## Results and discussion

### Counting the pairs

Atomizing planar H$_2$Al–B breaks electron pairs, and a count of them gives the scale of the Hartree–Fock error. Both hydrogens sit on aluminium, and the eight valence electrons form four pairs: two Al–H bonds, one Al–B bond and a lone pair on boron. The free atoms hold two pairs, the $s^2$ shells of B and Al, beside four unpaired electrons. Two electrons of opposite spin in one orbital avoid each other only through correlation, worth roughly 1 eV per pair, so Hartree–Fock must underbind by an amount of that order for each pair that bonding creates.

The orders of magnitude follow a simple ladder. Of an atomization energy of 6.735 eV, Hartree–Fock loses 1582 meV, which is 23 % of the total, or about 0.8 eV for each of the two new pairs. MP2 leaves an error of a few hundred meV, CCSD just under a hundred, and CCSD(T) a few tens at most. Auxiliary-field quantum Monte Carlo (AFQMC) reaches ten meV or so, but only with a correlated trial function.

Errors in the atomization energy of neutral singlet H$_2$Al–B against CCSDT(Q), computed with Ansatz 0.2.0 and the in-house AFQMC program afq 1. All levels use the cc-pVDZ basis, frozen cores and the PBE0/def2-TZVP geometry, with an RHF determinant for the molecule and no zero-point term.

```tsv
level	this level less the reference (CCSDT(Q), same basis) (meV)	statistical noise, one standard error (meV)
HF	-1582.0	0.00
MP2	-241.0	0.00
CCSD	-80.0	0.00
CCSD(T)	-19.0	0.00
ph-AFQMC/HF	72.0	37.00
ph-AFQMC/CISD	-5.0	9.00
released AFQMC	-1.0	16.00
free AFQMC	-4.0	17.00
```

The column "this level less the reference" is the error $\delta D$ of the atomization energy $D$ relative to CCSDT(Q) in the same basis, so a negative entry means underbinding. The last column is one standard error of the random walk. The prefix ph marks the phaseless constraint and the label after the slash names the trial function. The released walk starts from the constrained CISD walk and lets the constraint go, while the free walk has no constraint at all. All errors are taken within cc-pVDZ with frozen cores and without zero-point or spin-orbit terms, so they rank correlation treatments and say nothing of the distance to experiment.

### An error in $D$ is a difference of two errors

The four deterministic rows are negative and shrink from HF to CCSD(T). One row breaks the pattern: ph-AFQMC/HF overbinds by $72 \pm 37$ meV. A method that omits correlation seems bound to underbind, so a positive entry invites the reading that the walk overcorrelates the molecule. The total energies of the same calculations refute that reading.

Since $D = \sum E_\text{atoms} - E_\text{mol}$, the error is
$$\delta D = \delta E_\text{atoms} - \delta E_\text{mol}.$$
The molecular energy at each level less that of CCSDT(Q) gives $\delta E_\text{mol}$ directly, and adding the table entry gives $\delta E_\text{atoms}$. The atomic errors quoted below are derived in this way, on the assumption that each row rests on that molecular energy. Hydrogen has one electron and is exact at every level within the basis. Boron and aluminium have three correlated electrons each, for which CCSDT is already full CI, so the derived error belongs to B and Al together and is measured against the exact answer in the basis.

The HF row then gives the correlation energies, $C_m = 4519$ meV for the molecule and $C_a = 2937$ meV for the atoms. Let a level miss the fraction $f_m$ of the first and $f_a$ of the second. Then
$$\delta D = f_a C_a - f_m C_m ,$$
and the sign turns positive when $f_a/f_m$ exceeds $C_m/C_a = 4519/2937 = 1.54$. A level overbinds if it is about half again as bad on the atoms as on the molecule, even though all its energies are too high.

The simplest model sets $f_a = f_m$, which gives
$$\delta D = -\left(1 - \frac{C_a}{C_m}\right)\delta E_\text{mol} = -0.350\,\delta E_\text{mol}.$$
The slope comes from the HF row alone, which is therefore no test of it. In words, an even-handed method cancels two thirds of its molecular error against the atoms and shows one third in $D$. Counting correlated electrons instead, six in B and Al against eight in the molecule, gives a slope of $-0.250$ and misses the HF row by 452 meV. The correlation energy per electron is not the same on both sides: it is 565 meV in the molecule and 490 meV in B and Al.

CCSD(T), a row not used for the slope, serves as the worked case. Its molecular energy lies 38.3 meV above the reference, so the model gives $-0.350 \times 38.3 = -13.4$ meV against $-19$ meV in the table. The sign and the order of size are right, and the miss of about 6 meV says that the atoms are treated somewhat better than the molecule. The model fails most clearly in two rows, MP2 and ph-AFQMC/HF, and in both the atoms are treated worse. For the three walks built on the CISD trial the predicted errors are smaller than the noise, so those rows do not test it.

### Where the atoms are the weak partner

MP2 misses 30 % of the molecular correlation but 38 % of the atomic. The model predicts $-473.5$ meV and the table shows $-241$ meV, so half of the expected error is hidden by the poor atoms. The MP2 entry looks better than the method is. Its ratio $f_a/f_m$ has moved above one, though not far enough to change the sign.

The standard explanation is the near-degeneracy of $s$ and $p$ shells in group 13 atoms. In the $s^2p$ ground state the $s^2$ pair can move into either of two empty $p$ orbitals at low cost, and these $s^2 \to p^2$ configurations carry large amplitudes that couple to each other. Second-order perturbation theory treats each one singly and leaves out that coupling. Bonding removes part of the problem, because aluminium spends its $s$ pair on three bonds, while boron keeps a lone pair beside two empty $p$ orbitals. This is argued from theory; the numbers show only that the atoms fare worse.

Coupled cluster sums these double excitations to all orders, and the balance reverses. CCSD misses 2.0 % in the atoms and 3.1 % in the molecule, and its error of $-80$ meV is larger in size than the $-49$ meV of the model. A three-electron atom offers CCSD only one triple of electrons to neglect, whereas eight electrons in neighbouring bonds offer many triples and also quadruples. In this case a method that is exact for two electrons favours the small fragments and underbinds.

### The phaseless walk with a one-determinant trial

For ph-AFQMC/HF the molecule lies $102 \pm 34$ meV above the reference, so the walk recovers too little correlation there. The model would turn this into $-36$ meV. The table shows $+72$ meV, which requires the atoms to lie $72 + 102 = 174$ meV too high. The overbinding is atomic undercorrelation that outruns the molecular one.

In fractions, the walk misses 2.25 % of the molecular correlation and 5.92 % of the atomic. The ratio is 2.6, past the threshold of 1.54 at which the sign turns, though the noise of the molecule leaves that crossing at about two standard errors. On the molecule alone this walk is about as good as CCSD, within its noise. On the atoms it is about three times worse than CCSD.

The entry in the table hides the firmer part of this failure. At 1.95 standard errors the $+72$ meV could by itself be chance. Most of that noise belongs to the molecule, however, and if the runs are independent the atoms carry $\sqrt{37^2 - 34.5^2} \approx 13$ meV. An atomic error of 174 meV is then far outside the noise, and it is visible only after the row is split. The atomic error is therefore firm, while the net overbinding is only likely.

Changing the trial function is the comparison that locates the cause. With a CISD trial built from CCSD amplitudes, the molecule drops by 91 meV and the atoms by 168 meV, which leaves errors of 11 and 6 meV. The phaseless constraint suppresses walkers according to how the phase of their overlap with the trial turns, and its bias vanishes as the trial approaches the exact state. A single determinant has no $s^2 \to p^2$ component, whereas the CISD trial contains it. The two runs also differed in walker number and block length, and the time step was not varied, so the trial is the supported cause but not an isolated one.

Which defect of the determinant matters most in the atoms remains a guess. The near-degeneracy that troubles MP2 is the natural candidate, since the same partner suffers in both rows. The open $p$ shell, whose determinant may carry spin contamination or a distorted $s$ shell, could add to it. The closed-shell molecule is a partial control: it shows a bias of the same sign at 3.0 standard errors, so some bias arises without an open shell, though one as large as in the atoms may need it.

The molecule gives its own warning. The restricted determinant is unstable towards an unrestricted one, and an unrestricted PBE calculation at the same geometry breaks spin symmetry with $\langle S^2\rangle = 0.78$, so its determinant mixes spin states and is not the pure singlet treated here. The correlated singlet is still mainly one determinant, with weight 0.86, a $T_1$ diagnostic of 0.018 and a largest double amplitude near 0.10. Such diagnostics would pass the molecule as single-reference, yet they did not protect the HF trial. The instability also leaves open whether this singlet is the lowest state at this geometry, and no other isomer was compared.

### What CCSD(T) leaves out

The $-19$ meV of CCSD(T) can be taken apart, because the atoms have no quadruples. Going from CCSD(T) to full triples lowers the molecule by 31.0 meV and the atoms by 19.3 meV, a net $-11.7$ meV in the error. These parts inherit the half-meV rounding of the table. The perturbative (T) is thus incomplete on both sides and profits from cancellation like the rows above it.

The remaining $-7.3$ meV is the (Q) term of the molecule, which nothing in the atoms offsets. The (T) correction captures 77 % of the full triples in the molecule and 68 % in the atoms. Here the atoms are again the weaker partner, as a perturbative estimate on a near-degenerate $s^2p$ shell would suggest. A full-CI increment in a valence active space moves the molecule by a further 1.2 meV only, which supports CCSDT(Q) as a reference at the level of a few meV.

### Where noise sets the limit

The three walks on the CISD trial all agree with the reference within one standard error and allow no ranking. They also do not resolve the error of CCSD(T). The sharpest, ph-AFQMC/CISD, differs from CCSD(T) by $14 \pm 9$ meV, or 1.6 standard errors, and the released and free walks differ by about one. The agreement of the released walk is partly selected, since the reference was admitted only when the two agreed within 25 to 40 meV, and it shares its walkers with ph-AFQMC/CISD.

The quoted noise may be somewhat low. For the HF trial the molecular error still rises from 34.5 to 39.3 meV at the longest block length, which would bring the row to 1.73 standard errors. That rise is within the 25 % uncertainty of an estimate from so few blocks. Both phaseless runs also drift by about two standard errors, and neither error bar includes the constraint bias. For the molecule, the HF-trial walk and the free walk also stopped short of their target errors.

Removing the constraint trades bias for growing noise. A weighted least-squares fit of $y_0 + A e^{-kt}$ to the nine molecular energies of the free walk, taken relative to the reference, gives $A = 138$ meV and $k = 1.40\ E_h$, with $t$ the imaginary time in $1/E_h$. The amplitude matches the CCSD error, as it must, since the walk starts from the CCSD state. The limit $y_0 = -2.6 \pm 4.5$ meV is compatible with zero, but the points are correlated and a slower component could hide beneath them, so it is not a firm extrapolation.

Over the same interval the noise grows from 3.7 to 16.7 meV, doubling about every $2.6/E_h$ according to a straight-line fit of its logarithm against time. Theory ascribes this to the spreading weights and phases of unconstrained walkers. The result then depends on where the walk is stopped: the next-to-last point lies 28 meV below the reference, at about two standard errors, and the last lies slightly above it. The small entries of the free and released rows are single draws from a scatter several times their size.

Boron and aluminium both act as acceptors in silicon, and volatile hydrides or alkyls can serve as sources of the two elements. H$_2$Al–B is a model fragment, not such a precursor. For bond energies of B–Al–H species referred to free atoms, this case suggests that the atomic energies need their own check, since here they hid half of the expected MP2 error and probably set the sign of the ph-AFQMC/HF error.
